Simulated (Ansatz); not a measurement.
CsH: energy above lowest point as volume scale varies

Results calculated with Ansatz 0.2.0, not measured. Free energy against uniform scaling of the volume at fixed shape and fractions; periodic cell, basis, potentials, k mesh and filling as listed.

The cell before it is scaled or strained (space group Pm-3m, No. 221):
```
CsH
1.0
      3.8184     0.0000     0.0000
      0.0000     3.8184     0.0000
      0.0000     0.0000     3.8184
Cs H
1 1
Direct
  0.00000 0.00000 0.00000
  0.50000 0.50000 0.50000
```

Settings of every row: functional LDA; dispersion none; potentials all-electron LAPW; k mesh 5x5x5; k shift 0x0x0; occupations fixed; smearing width 0 eV; spin none.

Limits: minimum outside the range; no spin-orbit coupling, which can matter with elements this heavy; the cell comes from a prototype or a list of computed structures and needn't be the stable phase.

| row | volume scale | V (Å³/atom) | energy above lowest point (meV/atom) |
| --- | --- | --- | --- |
| 1 | 0.94 | 26.166 | 0 |
| 2 | 0.96 | 26.723 | 4.9 |
| 3 | 0.98 | 27.28 | ? |
| 4 | 1 | 27.836 | 17 |
| 5 | 1.02 | 28.393 | 24.1 |
| 6 | 1.04 | 28.95 | 31.7 |
| 7 | 1.06 | 29.507 | 39.7 |

Question: what energy above lowest point should row 3 give?

Worked fit of energy above lowest point. Take u = (V_r/V)^(2/3) − 1 with V_r = 28.114 Å³ an atom, which is twice the finite (Eulerian) strain; such expansions in the strain, on which the Birch-Murnaghan equation of state is built, carry the rest volume and the bulk modulus. The shown rows have u = 0.04904, 0.03441, 0.00665, -0.00656, -0.01935, -0.03173. Least squares give energy above lowest point = 20.48 − 532.7 × u + 2341 × u² meV/atom; a straight line predicts inner rows, each left out in turn, worse (root mean square 1.5 against 0.052 meV/atom). All shown rows lie on it to the printed digit. The withheld row has u = 0.02028, so the fit gives 20.48 − 532.7 × (0.02028) + 2341 × (0.02028)² = 10.6 meV/atom.

The calculation gave 10.6 meV/atom. The fit meets it to the printed digit.
